## Solution: the on-site interaction assumption in the natural occupations of H$_2$

**Conventions.** The real orthonormal site orbitals are $a,b=(g\pm u)/\sqrt2$, where $g,u$ are the bonding and antibonding orbitals. The hopping is $t=-h_{ab}>0$, and the site energy $h_{aa}=h_{bb}$ is the zero. Integrals are $(pq|rs)=\iint p q(1)\,r_{12}^{-1}\,r s(2)$ in energy units. Occupations are spin-summed, and $d=\langle n_{a\uparrow}n_{a\downarrow}\rangle$.

### (a) Where the assumption enters (4 marks)

The even singlets have spatial parts $C=(ab+ba)/\sqrt2$ and $I=(aa+bb)/\sqrt2$. Since $gg=(I+C)/\sqrt2$ and $uu=(I-C)/\sqrt2$,

$$\Psi=\cos\theta\,C+\sin\theta\,I=\frac{\sin\theta+\cos\theta}{\sqrt2}\,gg+\frac{\sin\theta-\cos\theta}{\sqrt2}\,uu .$$

No $gu$ term appears, so $g$ and $u$ are the natural orbitals, with

$$n_{g,u}=1\pm\sin2\theta,\qquad d=\tfrac12\sin^2\theta=\tfrac14(1-\cos2\theta).$$

These forms use only symmetry and the two-orbital basis. They imply $(n_g-1)^2+(1-4d)^2=1$ for any real Hamiltonian of this symmetry. The interaction enters only through $\theta$. The Hubbard model keeps $U=(aa|aa)$ alone, so that $H_{CC}=0$, $H_{II}=U$, $H_{CI}=-2t$, and the lower root has $\tan2\theta=4t/U$:

$$n_{g,u}=1\pm\frac{4t}{\Omega},\qquad d=\frac14\Big(1-\frac U\Omega\Big),\qquad \Omega=\sqrt{U^2+16t^2}.$$

### (b) Dropping the assumption (6 marks)

Three further integrals exist: $V=(aa|bb)$, $X=(aa|ab)=(bb|ab)$ and $K=(ab|ab)$. With $\langle pq|r_{12}^{-1}|rs\rangle=(pr|qs)$,

$$H_{CC}=V+K,\qquad H_{II}=U+K,\qquad H_{CI}=\tfrac12\cdot4(-t+X)=-2(t-X).$$

$K$ acts as exchange in $C$ and as pair hopping in $I$, shifts both equally and leaves $\theta$ unchanged. The formulas of (a) therefore hold exactly in this basis with $U'=U-V$ and $t'=t-X$.

For the first correction set $f=4t/\Omega$. Then $\partial f/\partial U=-4tU/\Omega^3$ and $\partial f/\partial t=4U^2/\Omega^3$. With $\delta U=-V$ and $\delta t=-X$,

$$\boxed{\delta n_g=-\delta n_u=\frac{4U\,(tV-UX)}{\Omega^3},\qquad \delta d=\frac{4t\,(tV-UX)}{\Omega^3}}$$

The second result follows by differentiating the circle relation, which gives $\delta d=(t/U)\,\delta n_g$. The next term in $V$ is $\tfrac12V^2\,\partial^2f/\partial U^2=-2t(16t^2-2U^2)V^2/\Omega^5$.

### (c) Size for H$_2$ (6 marks)

Take as approximate inputs the STO-3G integrals near 0.74 Å, in eV: $h_{gg}=-34.09$, $h_{uu}=-12.94$, $J_{gg}=18.36$, $J_{uu}=18.98$, $J_{gu}=18.06$, $K_{gu}=4.93$. Insert $aa,\,bb=(gg+uu\pm2gu)/2$ and $ab=(gg-uu)/2$ as charge distributions. Integrals with an odd number of $u$ vanish.

- $t=(h_{uu}-h_{gg})/2=10.575$ eV
- $U,V=(J_{gg}+J_{uu}+2J_{gu}\pm4K_{gu})/4=23.295,\ 13.435$ eV
- $X=(J_{gg}-J_{uu})/4=-0.155$ eV
- $K=(J_{gg}+J_{uu}-2J_{gu})/4=0.305$ eV

Hence $\Omega=48.29$ eV, $U'=2K_{gu}=9.86$ eV, $t'=10.73$ eV and $\Omega'=44.04$ eV. At first order $\delta n_g=0.118+0.003=0.121$ (from $V$ and $X$ respectively) and $\delta d=0.055$.

| Model | $n_g$ | $n_u$ | $d$ |
|---|---|---|---|
| $t,U$ only | 1.876 | 0.124 | 0.129 |
| first order in $V,X$ | 1.997 | 0.003 | 0.184 |
| $t',U'$ (full CI in the basis) | 1.975 | 0.025 | 0.194 |

### (d) Assessment (4 marks)

The ratio $V/U=0.58$ is not small. The first correction removes nearly all of $n_u$ and overshoots. The higher orders add $-0.022$ to $n_g$, of which the $V^2$ term is $-0.010$, and this remainder is as large as the final $n_u$. The linear formula gives the sign and rough size of the shift but not a usable $n_u$. The closed form with $U'$ and $t'$ must be used.

Keeping the bare $U$ overestimates $n_u$ by a factor 4.9 relative to full CI in this basis. The reason is that the covalent configuration also costs repulsion $V$, so moving an electron to form $I$ costs $U-V$ and not $U$. A correct mapping of H$_2$ onto the dimer is $U\to U-V$, $t\to t-X$.

All entries are the model's values, and $d$ refers to the orthogonalised orbitals. Large-basis calculations typically put the $1\sigma_u$ occupation near 0.02, so the bare-$U$ dimer is roughly sixfold too high and the renormalised one about a quarter too high, the latter because its basis has no further $\sigma_g$ or $\pi_u$ orbitals to share the correlation.